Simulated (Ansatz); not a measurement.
## A series in volume per atom on C

Equation of state of a cubic crystal from periodic Kohn-Sham density functional theory without spin; pressure corrected for the finite basis. The results are calculated, by Ansatz 0.2.0 development build.

Cell of the first row (space group Fd-3m, No. 227):
```
CELL_PARAMETERS angstrom
0.00000 1.73710 1.73710
1.73710 0.00000 1.73710
1.73710 1.73710 0.00000
ATOMIC_POSITIONS crystal
C 0.00000 0.00000 0.00000
C 0.25000 0.25000 0.25000
```

Settings of every row: formula C; structure type diamond; functional r2SCAN; spin treatment none; k mesh 16x16x16; occupation method fermi-dirac; occupation width 0.1 eV; wave cutoff 820 eV; datasets hand-made PAW; density cutoff ratio 4; xc grid level 2.

Limits: the SCF threshold is loose for a stress in some rows.

| row | volume per atom (Å³) | energy above lowest point (meV/atom) | pressure (GPa) |
| --- | --- | --- | --- |
| 1 | 5.242 | ? | ? |
| 2 | 5.413 | 13.02 | 20.086 |
| 3 | 5.584 | 0 | 4.679 |
| 4 | 5.755 | 2.31 | -8.689 |
| 5 | 5.926 | 17.91 | -20.29 |

Question: what energy above lowest point and pressure should row 1 give?

Worked fit of energy above lowest point. Take u = (V_r/V)^(2/3) − 1 with V_r = 5.6695 Å³ an atom, which is twice the finite (Eulerian) strain; such expansions in the strain, on which the Birch-Murnaghan equation of state is built, carry the rest volume and the bulk modulus. The shown rows have u = 0.03135, 0.01018, -0.00993, -0.02907. Least squares give energy above lowest point = −0.625 − 121.21 × u + 17755.4 × u² meV/atom; a straight line predicts inner rows, each left out in turn, worse (root mean square 10 against 0.043 meV/atom). The rows lie off it by -0.01, 0.02, -0.02, 0.01. Its lowest point lies at u = 0.0034, or V = 5.641 Å³ an atom, and the curvature there gives the bulk modulus at fixed shape and fractions, B = (4/9)(1 + u)² E″(u)/V = 451 GPa. The withheld row has u = 0.05366, so the fit gives −0.625 − 121.21 × (0.05366) + 17755.4 × (0.05366)² = 44.00 meV/atom.

The calculation gave 43.7 meV/atom. The fit lies 0.30 meV/atom (0.69 % of the column's range) above it; its largest miss of a shown row is 0.02 meV/atom. This row lies beyond the range of the fit.

Worked fit of pressure. Take u = (V_r/V)^(2/3) − 1 with V_r = 5.6695 Å³ an atom, which is twice the finite (Eulerian) strain; such expansions in the strain, on which the Birch-Murnaghan equation of state is built, carry the rest volume and the bulk modulus. The shown rows have u = 0.03135, 0.01018, -0.00993, -0.02907. Least squares give pressure = −2.241 + 664.765 × u + 1511.35 × u² GPa; a straight line predicts inner rows, each left out in turn, worse (root mean square 0.88 against 0.0089 GPa). The rows lie off it by 0.001, -0.004, 0.004, -0.001. The pressure vanishes at u = 0.0033, or V = 5.641 Å³ an atom, and there the bulk modulus at fixed shape and fractions is B = −V dP/dV = (2/3)(1 + u) dP/du = 451 GPa. The withheld row has u = 0.05366, so the fit gives −2.241 + 664.765 × (0.05366) + 1511.35 × (0.05366)² = 37.782 GPa.

The calculation gave 37.849 GPa. The fit lies 0.067 GPa (0.12 % of the column's range) below it; its largest miss of a shown row is 0.004 GPa. This row lies beyond the range of the fit.
